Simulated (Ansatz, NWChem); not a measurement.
# How basis sets differ on CBrClF2 (SMILES FC(F)(Cl)Br)

The species is CBrClF2 (5 atoms), meant as a singlet with charge 0. SMILES: `FC(F)(Cl)Br`. The coordinates come from a PBE0-D4/def2-TZVP relaxation.

Quantity: the atomisation enthalpy at 298 K, in kJ/mol. The values are calculated. The thermal term (zero-point and 298 K enthalpy, harmonic and unscaled) is that of PBE0-D4/def2-TZVP; the spin-orbit lowering of the free atoms at 298 K, 20.7 kJ/mol by their spectra, is taken off.

Measured value to compare with: Active Thermochemical Tables gives the atomisation enthalpy at 298 K of the gas as 1551 kJ/mol.

| level | kind | program | value (kJ/mol) | computed − measured | CPU time (all runs) |
| --- | --- | --- | --- | --- | --- |
| wB97X/3-21G | range-separated hybrid | NWChem | 1361 | -190 | 37 s |
| wB97X/6-311G** | range-separated hybrid | NWChem | 1503 | -48 | 2.8 min |
| wB97X/6-31G | range-separated hybrid | NWChem | 1295 | -256 | 67 s |
| wB97X/STO-3G | range-separated hybrid | NWChem | 1582 | +31 | 24 s |
| wB97X/cc-pVDZ | range-separated hybrid | Ansatz | 1512 | -39 | 43 s |
| wB97X/6-31G** (spherical functions) | range-separated hybrid | NWChem | 1542 | -9 | 92 s |

Nearest: wB97X/6-31G** (spherical functions) (-9 kJ/mol); farthest: wB97X/6-31G (-256 kJ/mol). All-electron rows without a relativistic Hamiltonian named are non-relativistic. Without the sets that lack polarisation functions the rows with a basis span only 1503 to 1542 kJ/mol. Times are those of the runs behind each value, whatever else they computed, on shared processors of several kinds: orders of magnitude only.

Polarisation functions matter most here: adding them to 6-31G raises the atomisation enthalpy from 1295 to 1542 kJ/mol. With no hydrogen present, the gain comes essentially from d functions on carbon and the halogens. They let the density distort along the polar carbon–halogen bonds and around the crowded lone pairs, a freedom the molecule needs far more than the separated atoms do, so leaving them out causes severe underbinding.

Size alone does not order the results. 3-21G binds more strongly than 6-31G, and STO-3G even overbinds, probably because atoms poorly described by a small set borrow functions from their neighbours in the molecule. The small deviation of STO-3G is therefore no sign of a sound description. The -9 kJ/mol of 6-31G** likewise suggests some cancellation, since the more flexible valence set 6-311G** falls further below experiment. Without a series approaching the basis-set limit, the remaining deviations cannot be assigned to the functional, nor do they establish its intrinsic accuracy for this molecule.
